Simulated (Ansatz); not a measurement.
As: pressure and energy less free atoms against volume scale

Periodic Kohn-Sham DFT of a crystal at fixed atoms, scaled to volume_scale times the given cell; pressure positive in compression, energy less spherical unpolarised free atoms, largest_vzz the field gradient of largest size among the nuclei. The results are calculated, by Ansatz 0.2.0.

The cell before it is scaled or strained (space group R-3m, No. 166):
```
cell vectors (Å)
   1.8797     1.0853     3.4858
  -1.8797     1.0853     3.4858
   0.0000    -2.1705     3.4858
atoms (fractions of the cell vectors)
As  0.22754  0.22754  0.22754
As  0.77246  0.77246  0.77246
```

Settings of every row: method all-electron LAPW; functional LDA; relativity scalar; k mesh 13x13x13; filling fermi-dirac; smearing width 0.05 eV; basis error target 1 meV/atom; nucleus gaussian.

Atom start moment: 0 on all atoms.

| row | volume scale | V (Å³/atom) | pressure (GPa) | energy less free atoms (eV/atom) |
| --- | --- | --- | --- | --- |
| 1 | 0.94 | 20.053 | 3.82 | -5.3803 |
| 2 | 0.96 | 20.48 | 1.859 | -5.3878 |
| 3 | 0.98 | 20.906 | 0.091 | -5.3904 |
| 4 | 0.99 | 21.12 | ? | ? |
| 5 | 1 | 21.333 | -1.502 | -5.3884 |
| 6 | 1.01 | 21.546 | -2.237 | -5.3859 |
| 7 | 1.02 | 21.759 | -2.935 | -5.3825 |
| 8 | 1.04 | 22.186 | -4.224 | -5.3729 |
| 9 | 1.06 | 22.613 | -5.384 | -5.3601 |

Question: what pressure and energy less free atoms should row 4 give?

Worked fit of pressure. Take u = (V_r/V)^(2/3) − 1 with V_r = 21.439 Å³ an atom, which is twice the finite (Eulerian) strain; such expansions in the strain, on which the Birch-Murnaghan equation of state is built, carry the rest volume and the bulk modulus. The shown rows have u = 0.04556, 0.03098, 0.01693, 0.00331, -0.00331, -0.00983, -0.02257, -0.03492. Least squares give pressure = −1.8736 + 111.087 × u + 304.01 × u² GPa; a straight line predicts inner rows, each left out in turn, worse (root mean square 0.16 against 0.0023 GPa). The rows lie off it by 0.001, -0.001, -0.003, 0.001, 0.001, 0.001, 0.002, -0.002. The pressure vanishes at u = 0.0162, or V = 20.93 Å³ an atom, and there the bulk modulus at fixed shape and fractions is B = −V dP/dV = (2/3)(1 + u) dP/du = 81.9 GPa. Letting shape and atoms relax would as a rule lower it, by much in layered, chain or molecular crystals. The withheld row has u = 0.01004, so the fit gives −1.8736 + 111.087 × (0.01004) + 304.01 × (0.01004)² = -0.728 GPa.

The calculation gave -0.726 GPa. The fit lies 0.002 GPa (0.022 % of the column's range) below it; its largest miss of a shown row is 0.003 GPa.

Worked fit of energy less free atoms. Take u = (V_r/V)^(2/3) − 1 with V_r = 21.439 Å³ an atom, which is twice the finite (Eulerian) strain; such expansions in the strain, on which the Birch-Murnaghan equation of state is built, carry the rest volume and the bulk modulus. The shown rows have u = 0.04556, 0.03098, 0.01693, 0.00331, -0.00331, -0.00983, -0.02257, -0.03492. Least squares give energy less free atoms = −5.3873 − 0.375 × u + 11.595 × u² eV/atom; a straight line predicts inner rows, each left out in turn, worse (root mean square 0.006 against 4.7e-05 eV/atom). The rows lie off it by 0.0000, 0.0000, -0.0001, 0.0000, 0.0000, 0.0000, 0.0000, 0.0000. Its lowest point lies at u = 0.0162, or V = 20.93 Å³ an atom, and the curvature there gives the bulk modulus at fixed shape and fractions, B = (4/9)(1 + u)² E″(u)/V = 81.5 GPa. Letting shape and atoms relax would as a rule lower it, by much in layered, chain or molecular crystals. The withheld row has u = 0.01004, so the fit gives −5.3873 − 0.375 × (0.01004) + 11.595 × (0.01004)² = -5.3899 eV/atom.

The calculation gave -5.3899 eV/atom. The fit meets it to the printed digit.
